In₂TeS is treated here as an ordered rocksalt crystal in which In–Te and In–S layers alternate along the tetragonal axis. The table gives its dielectric function from PBE bands, for light polarised within the layers (xx) and along the axis (zz). The real part tells how the electrons screen a field of photon energy $E$, and the imaginary part tells how strongly they absorb.

In₂TeS (P4/mmm, a = 4.277 Å, c = 5.994 Å) in Ansatz 0.2.0 with scalar-relativistic, spin-unpolarised PBE, PAW and a 420 eV plane-wave cutoff. The k mesh is 10×10×8 (optics 16×16×12) and the Fermi-Dirac smearing 0.15 eV. The independent-particle dielectric function omits local fields and includes an undamped Drude term and 0.1 eV Gaussian broadening; yy equals xx.

```
photon energy (eV)  dielectric imaginary xx  dielectric imaginary zz  dielectric real xx  dielectric real zz
               0.1                     22.1                     20.3               -2780               -3180
               0.3                     26.1                     19.3                -283                -331
               0.5                     31.2                     29.2               -93.4                -110
               0.7                     23.8                     17.0               -58.8               -63.0
               0.9                     8.45                     9.98               -33.4               -35.6
               1.1                     5.08                     4.74               -17.4               -21.1
               1.3                     4.00                     2.95               -8.66               -10.0
               1.5                     2.28                     2.54               -1.94               -2.75
               1.7                     2.85                     3.05                5.07                3.69
               1.9                     6.44                     5.88                10.6                9.30
               2.1                     12.5                     10.9                13.2                12.4
               2.3                     19.1                     16.8                11.4                13.7
               2.5                     22.8                     26.7                4.69                9.87
               2.7                     21.1                     27.2               -3.22               -5.52
               2.9                     14.1                     16.5               -5.01               -9.37
               3.1                     11.4                     11.3               -2.70               -6.74
               3.3                     10.9                     9.70               -1.63               -5.15
               3.5                     11.2                     8.82               -1.00               -3.75
               3.7                     11.5                     7.98               -2.31               -3.30
               3.9                     10.4                     7.64               -3.10               -2.41
               4.1                     9.47                     7.52               -3.57               -2.19
               4.3                     8.16                     7.47               -3.74               -1.78
               4.5                     7.32                     7.91               -3.41               -2.02
               4.7                     6.80                     7.42               -3.16               -2.72
               4.9                     6.32                     6.70               -3.02               -2.98
               5.1                     5.96                     6.16               -2.80               -2.85
               5.3                     5.83                     5.89               -2.88               -2.98
               5.5                     5.22                     5.22               -3.10               -3.20
               5.7                     4.54                     4.37               -2.97               -3.04
               5.9                     3.89                     3.76               -2.63               -2.49
               6.1                     3.44                     3.45               -1.91               -1.80
               6.3                     3.50                     3.49               -0.91               -0.92
               6.5                     4.89                     5.03               -0.48               -0.21
               6.7                     5.70                     5.64               -1.53               -1.91
               6.9                     5.28                     4.86               -3.20               -3.07
               7.1                     3.67                     3.45               -3.54               -3.04
               7.3                     2.74                     2.96               -2.84               -2.35
               7.5                     2.50                     3.25               -2.06               -1.82
               7.7                     3.08                     3.47               -1.63               -2.35
               7.9                     3.24                     2.78               -2.25               -2.49
```

**(a) How do the first rows reveal a metal, and why is this compound one?**

*Solution.* Free electrons driven by an oscillating field build up a polarisation opposed to it, and their contribution to the real part is $-W/E^2$. Here $W$, the squared plasma energy, grows with the number of mobile electrons and with their ease of motion. Tripling the photon energy should therefore cut the real part ninefold. From 0.1 to 0.3 eV the xx value goes from −2780 to −283, close to that rule.

Counting electrons suggests where the carriers come from. Indium has three valence electrons, and Te or S needs two to complete its shell, so one electron per In is left over. The two leftover electrons of a cell could just fill one band. In the calculation, however, that band overlaps the next by about 4 eV, so no gap opens.

**(b) The real part changes sign twice, near 1.6 eV and near 2.6 eV. Which crossing is the plasma edge?**

*Solution.* The first one. There the real part rises through zero while the imaginary part is only 2 to 3, so the electrons can oscillate together with modest loss. This is the energy at which the free carriers stop shielding the interior from light.

The second crossing is a fall through zero in the middle of the strongest absorption above 1 eV. It marks a resonance of interband transitions, in which electrons jump from filled to empty bands. Any driven oscillator follows the field below its own frequency and opposes it above. Here the transitions are strong enough to turn the whole real part negative.

**(c) The bare plasma energy for xx is 5.32 eV. Why does the edge lie near 1.6 eV instead?**

*Solution.* The interband transitions screen the carriers and so pull the edge down. If they supply a background $B$, the real part is $B-W/E^2$, which vanishes at $E=\sqrt{W/B}$. The background follows from the absorption through the Kramers–Kronig relation, written as a sum over the rows with energies $E'$ and spacing $\Delta E'$:

$$B(E)=1+\frac{2}{\pi}\sum_{E'}\frac{E'\,\varepsilon_2(E')}{E'^2-E^2}\,\Delta E'$$

Here $\varepsilon_2$ is the imaginary part. Evaluated at 1.6 eV, midway between the rows that bracket the sign change, the xx sum gives $B=12.2$. With $W=5.32^2=28.3$ eV²,

$$E=\sqrt{28.3/12.2}\approx1.52\ \text{eV}.$$

Interpolation in the table puts the edge at 1.56 eV, so the estimate is about 2 % low. Two small errors partly cancel here: the sum over coarse rows that end at 7.9 eV gives too little background (the real column gives 12.8 at 1.6 eV), while 1.6 eV lies slightly above the edge, where the background is larger. Nothing was fitted, but the evaluation energy was chosen with the table in view. Both relations are also built into the calculation, so the agreement confirms the reasoning about screening, not the accuracy of PBE. The output printed below gives both directions; its split into transitions below and above 1.6 eV depends on the row spacing, because absorption does not vanish there.

**(d) The static interband background is 65.8. Why does it give the wrong edge?**

*Solution.* It would place the edge at 0.66 eV, less than half the value read from the table. Most of that large static number comes from transitions below 1 eV, where the absorption stays strong down to the first row; the lowest of them count most, since the static sum divides the absorption by the energy. They help to screen a slow field, but a field faster than their own frequency leaves them lagging, and their contribution turns negative.

The table shows the reversal once the carrier term is removed. What remains of the xx real part falls from about 32 at 0.3 eV to −1 at 0.7 eV. It then recovers as the energy approaches the main transitions above 2 eV. Only transitions above the edge screen the plasma oscillation; those below it act more like additional carriers.

**(e) Along z the carrier weight $W$ is 14 % larger, yet the edge is only about 2 % higher. Why?**

*Solution.* With a fixed background the edge would rise as $\sqrt{W}$, by about 7 %. The background isn't fixed: for xx it climbs from 10.7 at 1.5 eV to 14.9 at 1.7 eV, as the main absorption comes nearer. A plasma oscillation pushed to higher energy therefore meets stronger screening, which holds it back. The background is also slightly larger along z at the same energy, 13.2 against 12.8 at 1.6 eV, which lowers the zz edge a little further. A strong interband peak just above a plasma edge pins that edge.

The extra carrier weight along z is not a gain in total. Expressed as effective electrons per cell it is 0.31 larger than for xx, while the interband weight is 0.35 smaller. By a sum rule the total over all transitions is the same in every direction, since the same electrons respond. The bands of this run cover only part of that total, but the balance already shows. The height of the cell is within 1 % of the cubic value, so the layered order of Te and S is the likelier source of the anisotropy, though no comparison here isolates it.

**(f) Could a film of this metal serve as a transparent electrode?**

*Solution.* No. The edge does let light in: the calculated reflectance of a flat surface for xx light drops from 0.78 at 1.3 eV to 0.19 at 1.7 eV. But the light that enters is soon absorbed, because the main interband transitions lie at 2 to 3 eV, inside the visible range.

Tin-doped indium oxide, the usual transparent electrode, differs in both respects. Its few carriers put the plasma edge in the infrared, and its wide gap keeps strong interband absorption out of the visible. Unless the film is only some ten nanometres thick, a transparent conductor needs a clear window above its plasma edge, and here that window closes almost at once.

**(g) What would change if tin replaced indium in the same structure?**

*Solution.* Tin brings one more valence electron per metal atom. In the ionic picture indium keeps a half-filled 5s shell, whereas tin keeps a full one. Rocksalt SnTe, with this filled count, is known as a narrow-gap semiconductor. By analogy, the carrier term should vanish or become very small, leaving a positive real part at low energy and no plasma edge near 1.6 eV.

Indium can reach filled shells by another route. In InTe at ordinary pressure, half of the indium atoms keep two 5s electrons and half keep none, and the compound is a semiconductor. The present calculation preserves the symmetry of its starting cell and keeps six nearly equal bonds around every indium atom, so a distortion of this kind might remove the metal described here.

**(h) Which digits would survive a more realistic calculation?**

*Solution.* The first rows are the most fragile. Their carrier term has no damping, meaning that the free electrons never scatter. An assumed damping of 0.1 eV would halve that term at 0.1 eV and add about 22 to the xx imaginary part at 0.5 eV, where the table has 31.2. Electronic smearing and the absence of spin–orbit coupling, which is strong in tellurium, also make the details below 1 eV uncertain.

The edge is sturdier against such changes. The same damping barely moves it, because 0.1² is small beside 1.6², though it would blur the drop in reflectance. The estimated 1.2 % numerical error of $W$ shifts it by only 0.004 eV. Since the metal is sensitive to the k mesh and the bands are those of PBE, "about 1.6 eV" is the most that this run supports, and the second decimal serves only to compare the two directions within it. How far spin–orbit coupling or another functional would move the edge is not tested here.

Printed output of the fit:

```
upward zero of the real part, xx (eV): 1.555
upward zero of the real part, zz (eV): 1.585
Drude weight, zz above xx (percent): 13.93
edge if the static background 65.8 of the further outputs is used, xx (eV): 0.6562
real part without Drude term, xx, rows 0.3 to 1.7 eV: 31.85, 19.95, -0.9702, 1.583, 6.019, 8.107, 10.65, 14.88
background at 1.6 eV from the real column, xx then zz: 12.76, 13.23
background at 1.6 eV summed from the imaginary column, xx then zz: 12.21, 12.62
part of that sum from transitions below and above 1.6 eV, xx: -5.645, 16.85
edge from Drude weight and summed background, xx then zz (eV): 1.524, 1.599
edge shift for 1.2 percent error of Drude weight, xx (eV): 0.00401
imaginary part, zz relative to xx, at 2.7 and 3.7 eV (percent): 28.91, -30.61
normal reflectance, xx, rows 1.3 1.5 1.7 1.9 eV: 0.7765, 0.4668, 0.1873, 0.328
highest normal reflectance, xx, from 1.7 to 3.1 eV: 0.5755
added imaginary part for assumed damping 0.1 eV, xx, at 0.5 and 1.5 eV: 21.8, 0.8359
Drude electrons zz less xx, then interband electrons xx less zz (per cell): 0.314, 0.3454
cell height over that of a cubic rocksalt cell: 0.991
```
